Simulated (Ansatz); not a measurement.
# Abstraction of Cl: Sn(CH3)Cl3 + SnH2Cl → Sn(CH3)Cl2 + SnH2Cl2

Gas-phase species: Sn(CH3)Cl3 (methyltin trichloride), singlet; SnH2Cl `[Cl][SnH2]`, doublet; Sn(CH3)Cl2, doublet; SnH2Cl2 `[Cl][SnH2][Cl]`, singlet. A radical takes Cl: the energy is the difference in strength between two Sn–Cl bonds in different surroundings.

Shapes, held fixed at every level: PBE0-D4/def2-TZVP. Programs: Ansatz 0.2.0. The zero-point and thermal change to 298 K, harmonic and unscaled (PBE0-D4/def2-TZVP), is +1.3 kJ/mol.

```json
{"level": "MP2/def2-SVP", "kind": "perturbation theory", "ΔH(298 K) (kJ/mol)": "-0.8", "less CCSD(T)/def2-TZVPP": "+7.3"}
{"level": "PBE0-D4/def2-TZVPP", "kind": "global hybrid", "ΔH(298 K) (kJ/mol)": "-12.5", "less CCSD(T)/def2-TZVPP": "-4.4"}
{"level": "wB97M-V/def2-TZVPP", "kind": "range-separated hybrid", "ΔH(298 K) (kJ/mol)": "-10.5", "less CCSD(T)/def2-TZVPP": "-2.4"}
{"level": "wB97X-V/def2-TZVPP", "kind": "range-separated hybrid", "ΔH(298 K) (kJ/mol)": "-10.9", "less CCSD(T)/def2-TZVPP": "-2.8"}
{"level": "B2PLYP/def2-TZVPP", "kind": "double hybrid", "ΔH(298 K) (kJ/mol)": "-14.8", "less CCSD(T)/def2-TZVPP": "-6.7"}
{"level": "CCSD/def2-SVP", "kind": "coupled cluster or CI", "ΔH(298 K) (kJ/mol)": "-3.3", "less CCSD(T)/def2-TZVPP": "+4.8"}
{"level": "CCSD(T)/def2-TZVPP", "kind": "coupled cluster or CI", "ΔH(298 K) (kJ/mol)": "-8.1", "less CCSD(T)/def2-TZVPP": "0.0"}
```

The highest level, CCSD(T)/def2-TZVPP, gives ΔH(298 K) = -8.1 kJ/mol; the levels span -14.8 to -0.8. The column of differences is taken from that level and isn't an error. No measured value is set beside it here. Open shells run unrestricted. For atoms past krypton def2 sets carry core potentials with scalar relativity. Outer-core shells of Sn are correlated, in sets that cover them unevenly.

Chlorine transfer from methyltin trichloride to the SnH2Cl radical is mildly exothermic, at -8.1 kJ/mol with CCSD(T)/def2-TZVPP, so the Sn–Cl bond formed in SnH2Cl2 is slightly stronger than the one broken. The preference is electronic, since the thermal term of +1.3 kJ/mol works against it. One Sn–Cl bond replaces another and both radicals are tin-centred, so most of the bond energy cancels and only a substituent effect remains.

The likely cause is the more heavily chlorinated tin of the donor. Electronegative ligands withdraw charge from the metal and make a further bond to chlorine less favourable, while the radical left behind can hold its unpaired electron in an orbital rich in 5s character. Every level agrees on the sign, though MP2/def2-SVP is almost thermoneutral; the two results nearest zero both come from the smaller basis, which may contribute to the spread. Because donor and acceptor differ in both methyl and chlorine content, this single reaction can't separate the two substituents' effects.
